In Ba₂C each carbon atom sits among eight barium atoms. A simple ionic count makes the crystal an insulator: two Ba atoms give up four electrons, and these fill the outer shell of carbon. The table compares methods from quick to costly for this crystal, and most of them find no band gap at all. The problem is to decide which results deserve trust when no measured value is at hand.

Crystalline Ba₂C (space group Fm-3m) by density-functional methods and by semi-empirical methods on a periodic cluster, without spin polarization or spin–orbit coupling. Band gaps are for the cell relaxed with r2SCAN; volumes come from each method's own relaxation or energy curve, and bulk moduli are for a fixed cell shape.

```tsv
name	kind	band gap (eV)	volume per atom (Å³)	bulk modulus (GPa)	atoms computed
PBE coarse-settings	low cutoff and mesh	0.000	n/a	n/a	3
PBE	semilocal	0.000	28.99	33.40	3
r2SCAN	semilocal	0.000	28.75	36.20	3
PM7	semi-empirical	4.810	30.29	168.40	96
PBE SZV	small basis	0.000	n/a	n/a	3
PBE DZVP	small basis	0.000	29.55	36.80	3
PBE sz-orbitals	small basis	0.000	n/a	n/a	3
PM6	semi-empirical	2.564	n/a	n/a	96
```

**(a) Six rows print a zero gap. Does their agreement show that these six calculations are equally sound?**

Use these details of the same calculations. The top of the twelfth band, the last that the electrons could fill, lies 0.08 eV above the bottom of the thirteenth in PBE and 0.46 eV above it in PBE SZV. In r2SCAN the two bands just touch at the electron waves that were sampled. The touching occurs at X, the label of an electron wave that changes sign from one carbon layer to the next.

**Solution.** Consider two limits. If the empty barium levels lie far above the filled carbon 2p levels, twelve bands are full and a gap separates them from the thirteenth. If the barium levels sink below the top of the carbon levels, electrons spill over and the crystal becomes a metal. From that point on the printed gap is zero, however deep the overlap becomes.

The zeros therefore cover different states. The overlap in PBE SZV is almost six times that in PBE, and the bottom of its thirteenth band lies at Γ, the wave that repeats identically in every cell. In r2SCAN it lies at X. A quantity that has reached its lowest possible value can no longer register an error that pushes it further down, so agreement in it is weak evidence of quality.

The electron count at X shows why the zero is so persistent. In the coarse PBE calculation three neighbouring levels there share four electrons. The lowest of the three is nearly full, and the other two, which have the same energy by symmetry, are each about half full. The exact filling belongs to the coarse settings and changes in the finer PBE calculation, but there and in r2SCAN the twelfth and thirteenth bands still touch at X. Raising all the bands above the twelfth by a fixed amount would be no remedy, because it would tear apart two levels that symmetry holds together. A gap at X can open if the single level rises above the pair, which then fills completely, or if something splits the pair.

Theory suggests what these levels are. The pair is probably carbon 2p, and the single level below it probably barium 5d, which would be empty in the ionic limit. For a related carbide of the same structure, the question to ask is then how high the empty metal level stands above carbon 2p: the higher it stands, the closer the crystal is to an insulator.

This is also where the semilocal functionals themselves may fail. They commonly place empty levels too low relative to filled ones, and can turn a narrow-gap insulator into a metal. Spin-orbit coupling, left out here, can also split a pair of this kind, though for carbon 2p levels the splitting should be small. The missing gap is thus a result of this level of theory, and a small gap from a better method would not be surprising.

**(b) Find a number that can reveal what the zero gap hides.**

All the pressures below belong to the cell relaxed with r2SCAN, and they carry some noise from the numerical grid. PBE gives 0.303 GPa, PBE coarse-settings 3.2 GPa and PBE SZV 43 GPa. A positive pressure means that the crystal would expand if it were free to do so. Estimate the expansion for PBE, compare it with the table, and then judge the other two calculations.

**Solution.** The bulk modulus $B$ states how strongly a crystal resists a change of its volume $V$. In the limit of small changes the response is linear, and a pressure $P$ leads to the relative expansion

$$\frac{\Delta V}{V}\approx\frac{P}{B}.$$

For PBE the table gives $B=33.40$ GPa, so that

$$\frac{\Delta V}{V}\approx\frac{0.303}{33.40}\approx 0.9\,\%.$$

The tabulated volumes, 28.99 Å³ per atom for PBE and 28.75 for r2SCAN, differ by 0.8 %. The estimate contains no adjustable constant and comes within a tenth of a percentage point. Since pressure, modulus and volume all come from PBE, this shows that the three numbers fit together. It doesn't show that PBE has the right volume.

The coarse calculation uses the same functional on the same cell, yet its pressure is 2.9 GPa higher. Read through the same formula, it would predict an expansion of nearly 10 %. Most of that expansion comes from the settings and not from the functional. The energy points the same way, lying 1.0 eV per cell above that of the finer calculation. The 10 % is a warning and no forecast of the volume, because a low cutoff can falsify the pressure itself.

Two economies were made at once in that row. A low cutoff removes the short waves needed to describe sharp features of the electron density. A coarse mesh samples few electron waves, which is risky in a metal, where some bands are only partly filled. The comparison shows their joint effect and leaves their separate shares open.

PBE SZV lies beyond the reach of the formula. Its pressure exceeds the PBE bulk modulus, so the linear rule would more than double the volume, and a rule for small changes has no meaning there. The number still serves as an alarm: a pressure as large as the modulus means that the calculation describes a crystal far from its own equilibrium.

The likely reason is the minimal basis, which allows each occupied atomic shell a single function of fixed shape. Carbon that has taken up extra electrons needs to spread its orbitals, and the orbitals must also adjust to the neighbouring barium atoms. With fixed shapes, the repulsion between overlapping filled shells remains, while much of the energy gained by adjustment is lost. The crystal then pushes outwards.

PBE DZVP, whose basis has more freedom, supports this reading, because its volume is only 1.9 % above that of PBE. Even so, this shift is more than twice the difference between PBE and r2SCAN. The shift may also include a different treatment of the atomic cores. Anyone who set this volume beside one from another functional and a larger basis could mistake an error of the numerical description for a difference in physics.

**(c) PM7 and PM6 do print a gap. Do they rescue the ionic picture, and can PM7 be used for the stiffness?**

**Solution.** The two gaps are 4.8 eV and 2.6 eV. Both methods rest on the same kind of theory with different parameters, and their disagreement is almost as large as the smaller gap itself. A result that depends so strongly on the choice of parameters can't decide whether Ba₂C is an insulator.

There is also a reason to expect such gaps to be too wide. In Hartree–Fock theory, on which both methods are built, a filled orbital doesn't feel its own electron, whereas an empty orbital feels the repulsion of all the electrons present. In a real solid the other electrons shift when one is added or removed, and this screening lowers the cost of both steps. Hartree–Fock orbital energies leave the screening out.

The small number of electron waves in the cluster might seem to be the simpler explanation. Yet the PM7 cluster of 96 atoms is a block of two by two by two cubic cells, and the wave at X fits into it exactly. PM7 therefore does include the place where the semilocal gap closes, and still prints a wide gap. Whether its small set of orbitals contains a barium level like the one that closes the semilocal gap is not shown by these results.

For the stiffness the warning sign is a pair of numbers. The PM7 volume is only 5 % larger than that of r2SCAN, which looks acceptable for a quick method. Its bulk modulus, however, is 168 GPa against 36 GPa. A crystal with longer contacts is often softer, as PBE is beside r2SCAN. PBE DZVP already departs from this rule, being larger than PBE and yet about 10 % stiffer. PM7 departs from it far more: it makes the larger crystal almost five times as stiff as r2SCAN does.

The two properties test different parts of the energy curve. The volume marks where attraction and repulsion balance; the modulus measures how quickly that balance is upset when the atoms move. A method adjusted to give sensible distances can put the minimum near the right place and still make the walls of the valley much too steep. A repulsion between barium and carbon that rises too sharply at short distance would have this effect, though that remains a guess here.

The practical consequence is large. To reduce the volume by 1 %, r2SCAN asks for roughly 0.4 GPa and PM7 for about 1.7 GPa. Anyone who accepted PM7 because of its reasonable volume would underestimate the strain under a given load by almost a factor of five, if r2SCAN is taken as the standard. A plausible volume is therefore no licence to use the modulus from the same method.
